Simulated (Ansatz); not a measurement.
# Hg2O3: the change of pressure and energy above lowest point with volume per atom

All results are calculated (Ansatz 0.2.0 development build). Equation of state of a cubic crystal from periodic Kohn-Sham density functional theory without spin; pressure corrected for the finite basis.

Cell of the first row (space group Pn-3m, No. 224):
```
CELL_PARAMETERS angstrom
5.23530 0.00000 0.00000
0.00000 5.23530 0.00000
0.00000 0.00000 5.23530
ATOMIC_POSITIONS crystal
Hg 0.25000 0.25000 0.25000
Hg 0.75000 0.75000 0.25000
Hg 0.75000 0.25000 0.75000
Hg 0.25000 0.75000 0.75000
O 0.50000 0.00000 0.00000
O 0.00000 0.50000 0.00000
O 0.00000 0.00000 0.50000
O 0.50000 0.50000 0.00000
O 0.50000 0.00000 0.50000
O 0.00000 0.50000 0.50000
```

Settings of every row: formula Hg2O3; structure type cubic X2O3; functional PBE; spin treatment none; k mesh 11x11x11; occupation method fermi-dirac; occupation width 0.061225619 eV; wave cutoff 700 eV; datasets hard PAW; density cutoff ratio 4.

Limits: a cubic model structure, not a phase known at ambient conditions; modest k-mesh, values are not fully converged in k; no spin polarisation, a magnetic state may lie lower; no spin-orbit coupling, which can matter with elements this heavy.

| row | volume per atom (Å³) | pressure (GPa) | energy above lowest point (meV/atom) |
| --- | --- | --- | --- |
| 1 | 14.35 | 7.284 | 19.48 |
| 2 | 14.655 | ? | ? |
| 3 | 14.96 | 2.122 | 1.96 |
| 4 | 15.265 | -0.016 | 0 |
| 5 | 15.571 | -1.904 | 1.87 |
| 6 | 15.876 | -3.568 | 7.11 |
| 7 | 16.181 | -5.036 | 15.34 |

Question: what pressure and energy above lowest point should row 2 give?

Worked fit of pressure. Take u = (V_r/V)^(2/3) − 1 with V_r = 15.418 Å³ an atom, which is twice the finite (Eulerian) strain; such expansions in the strain, on which the Birch-Murnaghan equation of state is built, carry the rest volume and the bulk modulus. The shown rows have u = 0.04902, 0.02031, 0.00667, -0.00656, -0.01933, -0.03169. Least squares give pressure = −0.9893 + 142.773 × u + 497.3 × u² + 676 × u³ GPa; a parabola predicts inner rows, each left out in turn, worse (root mean square 0.013 against 0.002 GPa). The rows lie off it by 0.000, 0.001, -0.001, 0.001, 0.000, 0.000. The pressure vanishes at u = 0.0068, or V = 15.26 Å³ an atom, and there the bulk modulus at fixed shape and fractions is B = −V dP/dV = (2/3)(1 + u) dP/du = 100 GPa. The withheld row has u = 0.03442, so the fit gives −0.9893 + 142.773 × (0.03442) + 497.3 × (0.03442)² + 676 × (0.03442)³ = 4.542 GPa.

The calculation gave 4.543 GPa. The fit lies 0.001 GPa (0.0081 % of the column's range) below it, one unit of the last digit.

Worked fit of energy above lowest point. Take u = (V_r/V)^(2/3) − 1 with V_r = 15.418 Å³ an atom, which is twice the finite (Eulerian) strain; such expansions in the strain, on which the Birch-Murnaghan equation of state is built, carry the rest volume and the bulk modulus. The shown rows have u = 0.04902, 0.02031, 0.00667, -0.00656, -0.01933, -0.03169. Least squares give energy above lowest point = 0.48 − 142.87 × u + 10496.4 × u² + 6625 × u³ meV/atom; a parabola predicts inner rows, each left out in turn, worse (root mean square 0.13 against 0.01 meV/atom). The rows lie off it by 0.00, 0.00, 0.00, 0.00, -0.01, 0.00. Its lowest point lies at u = 0.0068, or V = 15.26 Å³ an atom, and the curvature there gives the bulk modulus at fixed shape and fractions, B = (4/9)(1 + u)² E″(u)/V = 101 GPa. The withheld row has u = 0.03442, so the fit gives 0.48 − 142.87 × (0.03442) + 10496.4 × (0.03442)² + 6625 × (0.03442)³ = 8.27 meV/atom.

The calculation gave 8.26 meV/atom. The fit lies 0.01 meV/atom (0.051 % of the column's range) above it, one unit of the last digit.
